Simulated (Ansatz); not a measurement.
The atomisation energy (no zero-point term) down a group: O to Se

Gas-phase molecules, one atom swapped for its congeners: BH(CH3)2(OH2); BH(CH3)2(SH2); BH(CH3)2(SeH2). All are singlets with charge 0.

Shapes, held fixed at every level: PBE0-D4/def2-TZVP. Flexible molecules stand in one conformer, not always the lowest. Programs: Ansatz 0.2.0. Values in eV.

```csv
level,BH(CH3)2(OH2),BH(CH3)2(SH2),BH(CH3)2(SeH2)
HF/def2-SVP,37.60,36.05,35.33
SPW92/def2-TZVPP,55.65,53.02,52.11
r2SCAN0-D4/def2-TZVPP,48.87,46.87,46.00
wB97M-V/def2-TZVPP,49.40,47.23,46.21
MP2/def2-SVP,47.36,44.91,44.10
CCSD(T)/def2-TZVPP,48.21,45.98,45.23
```

At CCSD(T)/def2-TZVPP the atomisation energy falls at every step, from 48.21 to 45.23 eV. Every level shows the same order. Relativity is left out for Se. Outer-core shells of Se are correlated in most correlated rows, in sets that cover them unevenly. Spin-orbit coupling, which grows down the group, is left out (summed over each molecule's free atoms 0.02, 0.03, 0.13 eV). Coupled cluster in double- or triple-zeta sets underbinds by a few per cent against its basis-set limit.

The atomisation energy drops most from oxygen to sulfur and much less from sulfur to selenium, at every level. The main cause is probably the weakening of the two chalcogen–hydrogen bonds, since the dimethylborane part is common to all three molecules and the dative bond to boron contributes only a small share of the total. Down the group the valence p orbitals grow more diffuse and overlap less well with hydrogen 1s, while the falling electronegativity removes much of the polar contribution that strengthens O–H bonds. The second step is smaller because the filled 3d shell of selenium screens the nuclear charge poorly, keeping its size and electronegativity close to those of sulfur.

The order is thus insensitive to the method, but the absolute energies are not: Hartree–Fock gives only 37.60 eV for the water adduct, probably largely because it misses the correlation energy gained on pairing electrons in bonds. The totals do not establish how strongly each H2X donor binds to boron, which would require the energies of the separated fragments.
